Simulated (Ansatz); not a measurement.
# From the elastic tensor of Rh at 35 GPa (stress–strain coefficients) to moduli and sound speeds

The calculation used DFT PBEsol, scalar-relativistic, plane waves, PAW in Ansatz 0.2.0. Cutoff 420 eV, 20×20×20 k-points (Γ-centred), Fermi-Dirac smearing of 0.15 eV. No spin polarisation.

The structure is cubic, space group Fm-3m (No. 225). The conventional cell has a = 3.666 Å, b = 3.666 Å, c = 3.666 Å, α = 90.00°, β = 90.00°, γ = 90.00°. Rh (site symmetry m-3m) is surrounded by 12 Rh at 2.59 Å.

In a metal, frequencies and elastic constants depend on the k mesh and the smearing, soft modes and shear constants most. Other phases may be more stable at this pressure.

Relaxed-ion constants (GPa, on the Cartesian axes of the calculation):
C11 = 676.3, C12 = 348.4, C13 = 348.4, C22 = 676.3, C23 = 348.4, C33 = 676.3, C44 = 292.4, C55 = 292.4, C66 = 292.4 GPa; the others vanish.

Density 13.869 g/cm³; 1 atom in 12.32 Å³.

The values that follow are for a polycrystal of randomly turned grains, by Hill's mean where one number stands.

With S = C⁻¹: B_V = (C11+C22+C33+2(C12+C13+C23))/9, G_V = (C11+C22+C33−C12−C13−C23+3(C44+C55+C66))/15, 1/B_R = S11+S22+S33+2(S12+S13+S23), 15/G_R = 4(S11+S22+S33−S12−S13−S23)+3(S44+S55+S66); Hill is their mean. Then v_l = √((B+4G/3)/ρ), v_t = √(G/ρ), v_m = [(2/v_t³+1/v_l³)/3]^(−1/3) and Θ = (ħ/k_B)·v_m·(6π²n/V)^(1/3) for n atoms in the volume V; E = 9BG/(3B+G), ν = (3B−2G)/(2(3B+G)) and A^U = 5G_V/G_R + B_V/B_R − 6.

| Item | Value |
| --- | --- |
| Bulk modulus, Voigt / Reuss / Hill | 457.7 / 457.7 / 457.7 GPa |
| Shear modulus, Voigt / Reuss / Hill | 241.0 / 222.6 / 231.8 GPa |
| Young's modulus | 595 GPa |
| Poisson ratio | 0.283 |
| Pugh ratio B/G | 1.97 |
| Universal anisotropy index | 0.41 |
| Longitudinal and transverse sound speeds | 7436 and 4089 m/s |
| Debye temperature from the mean sound speed | 587 K |

Cost: 1 run of about 1.2 core-minutes, on AMD EPYC 7R43 (Zen 3) (shared hosts).

The constants meet the cubic stability conditions for stress–strain coefficients, so fcc Rh at 35 GPa resists every small homogeneous strain. Its stiffness is that of a late 4d metal: the partly filled d band provides strong cohesion, while compression adds steep short-range repulsion. The lattice is clearly anisotropic in shear, with the tetragonal shear constant (C11 − C12)/2 well below C44. This follows largely from fcc geometry, since central forces between nearest neighbours along ⟨110⟩ already favour that order, and it makes ⟨111⟩ the stiffest direction in tension and ⟨100⟩ the softest.

C12 exceeds C44, but this should not be read as a sign of non-directional metallic bonding. Under load, purely central forces would give a difference of twice the pressure, and the calculated one is somewhat smaller. This suggests a modest angular contribution, probably from the d electrons. The B/G ratio of 1.97 is likewise weak evidence for ductility, which also depends on dislocations and grain boundaries. Elastic stability does not exclude phonon instabilities at shorter wavelengths.
